Question

The table lists removal energies of the single valence electron of sodium-like Nd49+, from frozen-core Dirac-Hartree-Fock (DHF) with correlation, Breit and QED shifts. States are labelled n, l, j. A positive shift binds the electron more strongly. The quantum defect δ is defined by

E = Q² Ry / (n − δ)²

where E is the total removal energy, Ry = 13.606 eV, and Q = 60 − 10 = 50 is the charge seen far outside the core, so that Q² Ry = 34014 eV. The same calculation gives the core a dipole polarisability α_d = 1.167 × 10⁻⁴ bohr³ and a quadrupole polarisability α_q = 1.696 × 10⁻⁶ bohr⁵.

Nd49+ (Z = 60), one electron outside a closed [He] 2s2 2p6 core, calculated with B-spline many-body code 1: no-pair Dirac-Coulomb, frozen-core Dirac-Hartree-Fock (DHF), then Brueckner orbitals from a second-order or an RPA-screened correlation potential. The nuclear rms radius is 4.9123 fm. Shifts add to the DHF removal energy.

```
state  removal energy, DHF (eV)  second order shift (eV)  screened shift (eV)  breit shift (eV)  QED shift (eV)  mean radius (bohr)  quantum defect
3s1/2                    4306.3                   0.8806               0.8734            -2.876          -2.291              0.2370          0.1881
4s1/2                    2344.2                   0.3939               0.3887            -1.124         -0.9232              0.4350          0.1895
5s1/2                    1471.6                   0.1810               0.1781               n/a             n/a              0.6929          0.1926
6s1/2                    1008.8                  0.09891              0.09719               n/a             n/a               1.011          0.1937
3p1/2                    4189.3                    1.140                1.130            -4.832        -0.02834              0.2238          0.1493
4p1/2                    2295.8                   0.4843               0.4774            -1.913        -0.01310              0.4242          0.1497
5p1/2                    1447.2                   0.2229               0.2191               n/a             n/a              0.6846          0.1524
6p1/2                     995.0                   0.1221               0.1199               n/a             n/a               1.005          0.1534
3p3/2                    4047.6                    1.026                1.016            -2.835         -0.2520              0.2325          0.1004
4p3/2                    2238.0                   0.4443               0.4381            -1.115         -0.1034              0.4359          0.1008
5p3/2                    1418.2                   0.2070               0.2036               n/a             n/a              0.6992          0.1030
6p3/2                     978.3                   0.1141               0.1121               n/a             n/a               1.022          0.1040
3d3/2                    3902.0                    1.244                1.236            -2.226         0.07403              0.1998         0.04718
4d3/2                    2182.8                   0.4329               0.4282           -0.8137         0.02527              0.4063         0.05215
5d3/2                    1391.1                   0.1931               0.1904               n/a             n/a              0.6724         0.05559
6d3/2                     963.1                   0.1048               0.1033               n/a             n/a              0.9984         0.05737
3d5/2                    3869.1                    1.139                1.134            -1.072        -0.01488              0.2025         0.03501
4d5/2                    2168.6                   0.3972               0.3933           -0.3877        -0.01185              0.4096         0.03956
5d5/2                    1383.8                   0.1774               0.1751               n/a             n/a              0.6764         0.04252
6d5/2                     958.8                  0.09646              0.09512               n/a             n/a               1.003         0.04423
4f5/2                    2139.2                   0.3251               0.3261               n/a             n/a              0.3559         0.01281
5f5/2                    1369.4                   0.1745               0.1752               n/a             n/a              0.6240         0.01639
6f5/2                     950.6                  0.09763              0.09792               n/a             n/a              0.9522         0.01859
7f5/2                     698.1                  0.06029              0.06041               n/a             n/a               1.340         0.02008
4f7/2                    2133.2                   0.3129               0.3138               n/a             n/a              0.3576        0.007184
5f7/2                    1366.3                   0.1669               0.1677               n/a             n/a              0.6259         0.01073
6f7/2                     948.8                  0.09328              0.09355               n/a             n/a              0.9543         0.01290
7f7/2                     697.0                  0.05757              0.05768               n/a             n/a               1.343         0.01438
5g7/2                    1364.3                  0.05674              0.05693               n/a             n/a              0.5473        0.006907
6g7/2                     947.5                  0.03706              0.03723               n/a             n/a              0.8761        0.008681
7g7/2                     696.1                  0.02404              0.02414               n/a             n/a               1.265        0.009938
5g9/2                    1362.5                  0.05579              0.05598               n/a             n/a              0.5486        0.003567
6g9/2                     946.5                  0.03637              0.03653               n/a             n/a              0.8775        0.005339
7g9/2                     695.5                  0.02357              0.02367               n/a             n/a               1.267        0.006594
```

(a) Find which shifts enter E, and decide whether the defects of all rows may be compared directly.
(b) Explain the defects of the g states, including their dependence on n and j.
(c) Explain how δ runs with l and why the s and p defects change so unevenly with n.
(d) Explain the doublet splittings.
(e) Decide how far core polarisation accounts for the correlation shifts.
(f) Predict how the pattern changes along the sodium-like sequence.

Model answer

(a) The second order shift and the screened shift are two approximations to the same correlation energy and differ by less than 2 % of the former in every row. Only one is added. For 3s1/2,

E = 4306.3 + 0.873 − 2.876 − 2.291 = 4302.0 eV
δ = 3 − √(34014/4302.0) = 0.1881

as tabulated. The value 4302.0 eV agrees with a tabulated theoretical ionisation energy, which is a comparison of theory with theory. Differentiating the definition shows how a small shift ΔE enters the defect:

Δδ = ΔE (n − δ)³ / (2Q² Ry)

The totals of the s, p and d states with n = 3 and 4 contain Breit and QED terms; all other totals are Dirac-Coulomb values with correlation. In defect units the two terms together give −1.69 × 10⁻³ for 3s and −1.67 × 10⁻³ for 4s. The near constancy has a reason. Both act close to the nucleus, where the wave functions of a series share one shape and only their squared amplitude falls as (n − δ)⁻³, which the conversion factor cancels. By this argument 5s would be lowered by about as much. The large tabulated step from 4s to 5s, 3.1 × 10⁻³, is therefore half artefact: with all shifts removed it is 1.5 × 10⁻³. For p1/2 the same step drops from 2.7 to 1.1 × 10⁻³. The trend has to be read from DHF defects. These are obtained here by subtracting the shifts from the energy that the tabulated δ implies, because the DHF energies are rounded to 0.1 eV, which is worth up to 0.25 × 10⁻³ in δ at n = 7. For s and p the tabulated δ is itself rounded by up to 0.05 × 10⁻³, so at n = 3 and 4 the DHF energies are the finer source.

(b) A g electron hardly enters the core, yet its defect is not zero, because δ measures E against a non-relativistic formula. The Dirac energy of a point charge Q, to leading order in (Qα)², with α the fine-structure constant, is

E = (Q² Ry/n²) [1 + ((Qα)²/n²)(n/(j + ½) − 3/4)]

while the definition gives E ≈ (Q² Ry/n²)(1 + 2δ/n). Equating the two,

δ_Dirac = ((Qα)²/2) [1/(j + ½) − 3/(4n)]

This depends on j and not on l, is larger for the lower j, and rises with n as the negative term dies away. With Qα = 0.36487 the prefactor is 0.06656. For 5g9/2,

δ_Dirac = 0.06656 × (1/5 − 3/20) = 3.33 × 10⁻³
correlation: 0.05598 × (4.9964)³ / 68028 = 0.10 × 10⁻³
penetration, from the model of part (c): 0.15 × 10⁻³

The sum is 3.58 × 10⁻³ against 3.57 × 10⁻³ in the table, with no fitted constant anywhere in the estimate. From 5g9/2 to 7g9/2 the formula predicts a rise of 0.06656 × ¾ × (1/5 − 1/7) = 2.85 × 10⁻³; the table rises by 3.03 × 10⁻³. The full Dirac expression for charge 50 supplies 93 to 97 % of the six g defects, 58 to 76 % in f, and less than half in s, p and d. Nuclear recoil is outside both the calculation and the model; it would move a g defect by an amount of order 10⁻⁵, which matters only for a comparison with nature.

(c) The rest comes from penetration. Inside the core the ten electrons screen incompletely and the charge grows from 50 towards 60. A model without adjustable constants takes hydrogenic 1s, 2s and 2p orbitals with charges from Slater's rules (60 − 0.30 for 1s; 60 − 2 × 0.85 − 7 × 0.35 for 2s and 2p), solves the non-relativistic radial equation in the field of the nucleus and this charge cloud, and adds exchange with the core to first order. For the lowest member of each series it gives, in units of 10⁻³, 121 (3s), 84 (3p), 31 (3d), 3.0 (4f) and 0.15 (5g). The fall is centrifugal: the density near the nucleus goes as r^(2l+2), and a core whose 2p shell has a mean radius near 0.09 bohr is overlapped well by s, p and d orbitals and barely by g. The table offers a check that needs no relativistic formula, since states of equal n and j share one Dirac term. The DHF defects of 5f7/2 and 5g7/2 differ by 10.42 − 6.80 = 3.62 × 10⁻³, and the model gives 4.15 − 0.15 = 4.00 × 10⁻³, about 10 % too much. The check is free of the Dirac formula but not of relativity: the DHF core is relativistically contracted and screens better than the model's core, which lowers the f penetration and gives an excess of this sign.

In the model the penetration part falls with n for s and p, stays flat for d and rises for f and g. Two effects, argued here from standard theory, oppose each other. The extra attraction ΔV adds a radial phase of about ∫ΔV dr/k, with k the local wave number; a more weakly bound state crosses the core faster and gains less phase, so δ falls with n. Against this, the squared amplitude of a hydrogenic function near the origin is n⁻³ times the product of (1 − s²/n²) for s = 1 to l. That product is 1 for s states and grows with n for high l, because the inner turning point moves inward. The first effect wins at low l, the second at high l.

This explains the uneven steps. For s1/2 and p1/2 the Dirac term rises by 4.3, 2.6 and 1.7 × 10⁻³ in the steps from n = 3 to 6. The p penetration falls by 4.5, 1.6 and 0.8, leaving −0.2, 0.9 and 0.9 (from the unrounded parts), to be set against the DHF steps 0.3, 1.1 and 1.0 × 10⁻³. The small first step in p is a near cancellation; the model reproduces its smallness but not its sign. For s the model leaves 0.7, 1.2 and 1.0 against 1.3, 1.5 and 1.1. The excitation energies of the run (4s at 1959.46 eV and 5s at 2830.25 eV above 3s) fix these steps more finely than the rounded δ and leave them at 1.3 and 1.5, so the smaller first step in s is real; it has the same origin as in p, the fast early fall of the penetration part. In d nothing opposes the Dirac rise, and 3d5/2 to 4d5/2 climbs by 4.6 × 10⁻³ at the DHF level. In f and g both parts rise.

The sum of Dirac term and penetration matches the DHF defects within 1 % in g and p3/2, within 5 % in f and within 6 % in d. It falls short by 9 to 10 % for s1/2 and p1/2, the states with large density at the nucleus.

(d) Subtracting the Dirac defects of j = l − ½ and j = l + ½ gives

δ(l − ½) − δ(l + ½) = (Z_i α)² / (2l(l + 1))

where Z_i is the charge felt by the spin-orbit interaction. That interaction weights the region near the nucleus as r⁻³, so a penetrating electron should show Z_i above 50. Solving the full Dirac expression for Z_i, one doublet at a time from the DHF defects, gives 58.4 to 58.6 for p, 52.8 to 53.9 for d, 50.2 to 50.4 for f and 50.0 for g. For 5g the formula with charge 50 gives 0.06656/20 = 3.33 × 10⁻³ against 6.80 − 3.46 = 3.34 × 10⁻³. The p electron acquires its splitting almost at the bare nucleus, the g electron wholly outside the core. The charge 50 thus understates the 3p splitting, 35 against 49 × 10⁻³, and the whole deficit appears in p1/2. The close match for p3/2 in part (c) must then be partly a cancellation of errors.

The inner charge does not carry over to the whole relativistic term. When the mean Z_i of each l replaces 50 in the 1/(j + ½) part, with s borrowing the p value, the model overshoots by 9 to 10 × 10⁻³ in s, by about 12 × 10⁻³ in p and by up to 15 % of the DHF defect in 3d5/2. It improves s and p1/2 modestly and worsens p3/2, d and f. A likely reason, not tested here, is that the spin-independent relativistic terms weight the potential roughly as r⁻² and so sample a smaller charge, and that the relativistic contraction of the core, which the model ignores, strengthens the screening.

(e) Correlation is worth 0.10 to 0.47 × 10⁻³ in δ and shapes none of the trends above. Its long-range form follows from electrostatics: the valence electron produces a field 1/r² at the core, induces a dipole α_d/r², and gains α_d/(2r⁴) in atomic units. With the hydrogenic average

⟨r⁻⁴⟩ = Q⁴ [3n² − l(l+1)] / [2n⁵ (l − ½) l (l + ½)(l + 1)(l + 3/2)]

5g has ⟨r⁻⁴⟩ = 6.25 × 10⁶ × 55/(6250 × 1732.5) = 31.7 bohr⁻⁴ and a shift of ½ × 1.167 × 10⁻⁴ × 31.7 hartree = 0.050 eV, against 0.056 eV for 5g9/2. With the model orbitals of part (c), the g shifts are 1.09 to 1.15 times the dipole term and 0.85 to 0.94 times the sum of the dipole term and the quadrupole term α_q/(2r⁶). The two estimates bracket the result. Theory expects this, since the core cannot follow the electron instantly and the resulting correction, also of the form r⁻⁶, cancels part of the quadrupole attraction. For f the ratio to the dipole term is 0.66 to 0.87 and for d only 0.10 to 0.20. The r⁻⁴ law holds outside the core, and a d electron collects most of its ⟨r⁻⁴⟩ inside, where the true potential stays finite. The quadrupole term, more singular still, makes f and d worse.

Multiplying the dipole term by 1 − exp(−(r/ρ)⁶) and fitting ρ to all 34 screened shifts, by least squares in the logarithm of the ratio, gives ρ = 0.12 bohr. The f shifts are then met within 6 % of the model value, but g lies 12 to 17 % above it, s and p 18 to 57 % above and d 21 to 33 % below. One local potential gives the order of size for penetrating states and no more.

The mean radius does not order the shifts. Among the n = 4 states the two 4f levels have the smallest radii and the smallest shifts. Their nodeless orbitals are compact on average but thin near the core edge, where 4s, 4p and 4d have inner lobes. The largest shift, 1.236 eV for 3d3/2, belongs to a nodeless orbital small enough (0.1998 bohr) to lie against that edge. In defect units the shift peaks at n = 4 for s and p (0.285, 0.316, 0.291 and 0.280 × 10⁻³ for 3s to 6s) and at n = 5 for f. These peaks have no established cause and may stem from the numerical settings of the correlation potential.

(f) The three parts scale differently with Q at a fixed ten-electron core. The Dirac term grows as Q². The penetration energy is an electron-electron energy, proportional to the inverse size of the ion and so roughly to Q; divided by Q² it makes δ fall roughly as 1/Q. The core polarisability falls about as Z⁻⁴ while ⟨r⁻⁴⟩ grows as Q⁴, so at high charge the correlation energy changes slowly and its defect falls roughly as 1/Q². In neutral sodium the Dirac term is negligible, the s defect is roughly 1.3 (a recalled figure) and decreases with n, and the g defects come from polarisation. In heavier sodium-like ions than Nd49+ the levels group increasingly by j, and the rise with n steepens. The s and p1/2 defects should pass through a minimum between the two regimes. A lithium-like ion, with only a compact 1s² core, would show the near-Dirac behaviour found here in g at lower l.

Remarks on the reasoning

One error is to read δ as a measure of penetration, as in neutral alkali atoms. That reading predicts near-zero g defects with little dependence on j, and the table shows a factor near two between 5g7/2 and 5g9/2. A good answer asks first what the reference formula omits.

The second trap is the step from n = 4 to 5. An answer that invents physics for it has overlooked that the totals on the two sides contain different terms. The same caution applies to any interval between a state with Breit and QED terms and one without, where the error is the term missing from the second state. For 3s to 5s it is about 1 eV by the scaling of part (a), several times the 5s correlation shift of 0.1781 eV; for f and g it should be much smaller, since the tabulated terms fall steeply with l.

The strength of the evidence differs between parts. The g result is an estimate without fitted constants, though DHF contains the Dirac equation by construction; what the numbers show is that little else contributes. The split of the s and p defects into Dirac and penetration parts is a property of the model, and its 10 % shortfall in s1/2 and p1/2 means that the two do not simply add where both are large. The shortfall is relativistic: p1/2 and p3/2 share one non-relativistic penetration yet only p1/2 falls short, and the contraction of the core, which lowers δ, cannot supply it. The inner charges are fitted to the doublets and cannot be confirmed by them; their failure on the absolute defects is the only independent test, and credit is due for reporting it. The polarisabilities come from the same calculation as the shifts, so part (e) checks consistency and does not compare with measurement.
